**4p level of the 4d dications: screening, relaxation and exchange**

The table holds spin-up and spin-down 4p Kohn-Sham eigenvalues of six 4d dications from spherical, scalar-relativistic, all-electron r2SCAN calculations with the 4d shell held unpolarised. The program compares a straight line in $Z$ with screened hydrogenic scaling (Slater's rules and a fitted Moseley form) and with a Hund exchange term, and it evaluates a frozen-orbital balance of proton attraction, 4d repulsion and exchange for Mo²⁺. The level deepens by 4.99 eV per element; the line fits to 0.028 eV rms against 0.377 eV for the Moseley form, and the Slater step is 5.7 times too large. The frozen balance gives 14.02 eV against 4.987 eV in the table, and the remainder is attributed to relaxation on an order-of-magnitude estimate only. The equal spin columns and the near-zero Hund term are imposed by the settings, while the Mo²⁺ exchange integrals give an unscreened Hartree-Fock-type 4p splitting of about 7 eV for high-spin $d^4$, a ceiling rather than a prediction.

4p eigenvalues of 4d-series dications, calculated with the radks radial solver 1 and Libxc using spin-polarised, scalar-relativistic all-electron r2SCAN (generalised Kohn-Sham) with spherical densities. The 4p shell holds three electrons of each spin, and the open 4d shells are kept unpolarised. The nuclei have a Fermi charge distribution.

## Numerical check

```python
# Table: 4p Kohn-Sham eigenvalues (spin up/down) of 4d dications; radks, r2SCAN, scalar-relativistic,
# spherical, 4d shell held unpolarised. Tested: linear trend and frozen-orbital charge balance (Mo2+)
# against screened hydrogenic scaling (Slater, Moseley form) and Hund exchange counting.
T = {
    'ion': ['Nb2+', 'Mo2+', 'Tc2+', 'Ru2+', 'Ag2+', 'Cd2+'],
    'Z': [41, 42, 43, 44, 47, 48],
    'N': [39, 40, 41, 42, 45, 46],
    'configuration': ['[Kr] 4d3', '[Kr] 4d4', '[Kr] 4d5', '[Kr] 4d6', '[Kr] 4d9', '[Kr] 4d10'],
    'nuclear_rms_radius': [4.324, 4.4091, 4.4112, 4.4809, 4.5454, 4.6087],  # fm
    'spin_up_eigenvalue': [-52.852, -57.857, -62.826, -67.786, -82.772, -87.841],  # eV
    'spin_down_eigenvalue': [-52.852, -57.857, -62.826, -67.786, -82.772, -87.841],  # eV
}
import numpy as np
from scipy.constants import physical_constants as pc
from scipy.optimize import curve_fit
from sympy.physics.wigner import wigner_3j
Ha = pc['Hartree energy in eV'][0]; Ry = Ha / 2
ion = T['ion']; Z = np.array(T['Z'], float); nd = np.array(T['N'], float) - 36
up = np.array(T['spin_up_eigenvalue'], float); dn = np.array(T['spin_down_eigenvalue'], float)
R = np.array(T['nuclear_rms_radius'], float)
E = -up; x = Z - Z[0]; i = ion.index('Mo2+')
rms = lambda r: float(np.sqrt(np.mean(r**2)))
print(f"largest |up - down| = {abs(up-dn).max():.3f} eV; table rounding 0.0005 eV (0.001 on a step)")
print(f"total deepening {ion[0]} to {ion[-1]}: {E[-1]-E[0]:.3f} eV over {x[-1]:.0f} units of Z")
pl = np.polyfit(x, E, 1); rl = E - np.polyval(pl, x)
pq = np.polyfit(x, E, 2); rq = E - np.polyval(pq, x)
mos = lambda t, a, b: (a + b * t)**2
pm, _ = curve_fit(mos, x, E, p0=np.polyfit(x, np.sqrt(E), 1)[::-1]); rm = E - mos(x, *pm)
st = np.diff(E) / np.diff(Z); sm = np.diff(mos(x, *pm)) / np.diff(Z); dR = np.diff(R) / np.diff(Z)
print("step per Z: table [eV] | Moseley fit [eV] | nuclear radius change per Z [fm]")
for k in range(len(st)):
    print(f"  {ion[k]}-{ion[k+1]}: {st[k]:.3f} | {sm[k]:.3f} | {dR[k]:.4f}")
print(f"last step over first: table {100*(st[-1]/st[0]-1):+.1f} %, Moseley {100*(sm[-1]/sm[0]-1):+.1f} %")
print(f"spread of table steps {st.max()-st.min():.3f} eV")
print(f"line: depth = {pl[1]:.3f} + {pl[0]:.4f}(Z-41) eV")
print(f"Moseley: sqrt(depth/eV) = {pm[0]:.3f} + {pm[1]:.4f}(Z-41); implied curvature {pm[1]**2:.4f} eV")
print(f"free quadratic: curvature {pq[0]:.4f} eV")
print("residuals table - fit [eV]: line | Moseley | quadratic")
for k in range(len(Z)):
    print(f"  {ion[k]}: {rl[k]:+.3f} | {rm[k]:+.3f} | {rq[k]:+.3f}")
for nm, r in (("line", rl), ("Moseley", rm), ("quadratic", rq)):
    w = int(np.argmax(abs(r))); print(f"{nm}: rms {rms(r):.3f} eV, worst {ion[w]} {r[w]:+.3f} eV")
print(f"rms ratio Moseley / line = {rms(rm)/rms(rl):.1f}")
# further outputs of the same Mo2+ run (eV; 1/bohr; bohr)
F0dp, F0pp, F0ps, G1, G3 = 16.5192, 19.9252, 20.9126, 9.85179, 5.98933
invr, rp, rd = 1.08881, 1.22977, 1.71626
obs = (E[i+1] - E[i-1]) / (Z[i+1] - Z[i-1])
print(f"Mo2+: centred step in table {obs:.3f} eV; <r> 4d / 4p = {rd/rp:.2f}")
Zs = Z[i] - (7 * 0.35 + 18 * 0.85 + 10); ns = 3.7  # Slater's rules, 4d screens nothing
sl = 2 * Ry * Zs / ns**2
print(f"Slater, no 4d screening: Zeff {Zs:.2f}, step {sl:.1f} eV = {sl/obs:.1f} x table")
att = invr * Ha
K = float(wigner_3j(1, 1, 2, 0, 0, 0)**2) * G1 + float(wigner_3j(1, 3, 2, 0, 0, 0)**2) * G3
fr = att - F0dp + K / 2
print(f"bare proton on 4p: {att:.2f} eV = {att/obs:.1f} x table; table step / bare = {obs/att:.3f}")
print(f"added 4d electron: Coulomb {F0dp:.2f} eV ({100*F0dp/att:.0f} % of bare), mean exchange {K/2:.2f} eV")
print(f"frozen balance {fr:.2f} eV = {fr/obs:.2f} x table; remainder by subtraction {fr-obs:.2f} eV")
S = 2 * F0ps + 5 * F0pp + nd[i] * F0dp; Zh = 16 * invr
print(f"crude relaxation: n=4 repulsion {S:.0f} eV, contraction {100/Zh:.0f} %, half product {S/(2*Zh):.0f} eV (order only)")
m = np.minimum(nd, 10 - nd)
c = np.linalg.lstsq(np.c_[np.ones_like(x), x, m], E, rcond=None)[0]
print("Hund unpaired count:", " ".join(f"{a}:{b:.0f}" for a, b in zip(ion, m)))
print(f"line + unpaired term: {c[2]:+.3f} eV per unpaired electron (zero moment is imposed)")
print(f"Mo2+ exchange per same-spin 4d electron {K:.2f} eV; majority shift {K/2:.2f} eV per unpaired")
print(f"unscreened 4p splitting for high-spin d4: {K*m[i]:.1f} eV = {K*m[i]/obs:.1f} steps")
assert abs(up - dn).max() < 1e-3
assert (st > 0).all() and st.max() < att / 4
assert fr > 2 * obs > 0
assert rms(rm) > 5 * rms(rl)
```

It prints:

```
largest |up - down| = 0.000 eV; table rounding 0.0005 eV (0.001 on a step)
total deepening Nb2+ to Cd2+: 34.989 eV over 7 units of Z
step per Z: table [eV] | Moseley fit [eV] | nuclear radius change per Z [fm]
  Nb2+-Mo2+: 5.005 | 4.433 | 0.0851
  Mo2+-Tc2+: 4.969 | 4.610 | 0.0021
  Tc2+-Ru2+: 4.960 | 4.786 | 0.0697
  Ru2+-Ag2+: 4.995 | 5.139 | 0.0215
  Ag2+-Cd2+: 5.069 | 5.493 | 0.0633
last step over first: table +1.3 %, Moseley +23.9 %
spread of table steps 0.109 eV
line: depth = 52.842 + 4.9939(Z-41) eV
Moseley: sqrt(depth/eV) = 7.310 + 0.2972(Z-41); implied curvature 0.0883 eV
free quadratic: curvature 0.0046 eV
residuals table - fit [eV]: line | Moseley | quadratic
  Nb2+: +0.010 | -0.591 | -0.019
  Mo2+: +0.021 | -0.019 | +0.020
  Tc2+: -0.003 | +0.341 | +0.015
  Ru2+: -0.037 | +0.515 | -0.009
  Ag2+: -0.033 | +0.083 | -0.028
  Cd2+: +0.042 | -0.341 | +0.021
line: rms 0.028 eV, worst Cd2+ +0.042 eV
Moseley: rms 0.377 eV, worst Nb2+ -0.591 eV
quadratic: rms 0.020 eV, worst Ag2+ -0.028 eV
rms ratio Moseley / line = 13.3
Mo2+: centred step in table 4.987 eV; <r> 4d / 4p = 1.40
Slater, no 4d screening: Zeff 14.25, step 28.3 eV = 5.7 x table
bare proton on 4p: 29.63 eV = 5.9 x table; table step / bare = 0.168
added 4d electron: Coulomb 16.52 eV (56 % of bare), mean exchange 0.91 eV
frozen balance 14.02 eV = 2.81 x table; remainder by subtraction 9.04 eV
crude relaxation: n=4 repulsion 208 eV, contraction 6 %, half product 6 eV (order only)
Hund unpaired count: Nb2+:3 Mo2+:4 Tc2+:5 Ru2+:4 Ag2+:1 Cd2+:0
line + unpaired term: -0.013 eV per unpaired electron (zero moment is imposed)
Mo2+ exchange per same-spin 4d electron 1.83 eV; majority shift 0.91 eV per unpaired
unscreened 4p splitting for high-spin d4: 7.3 eV = 1.5 steps
```
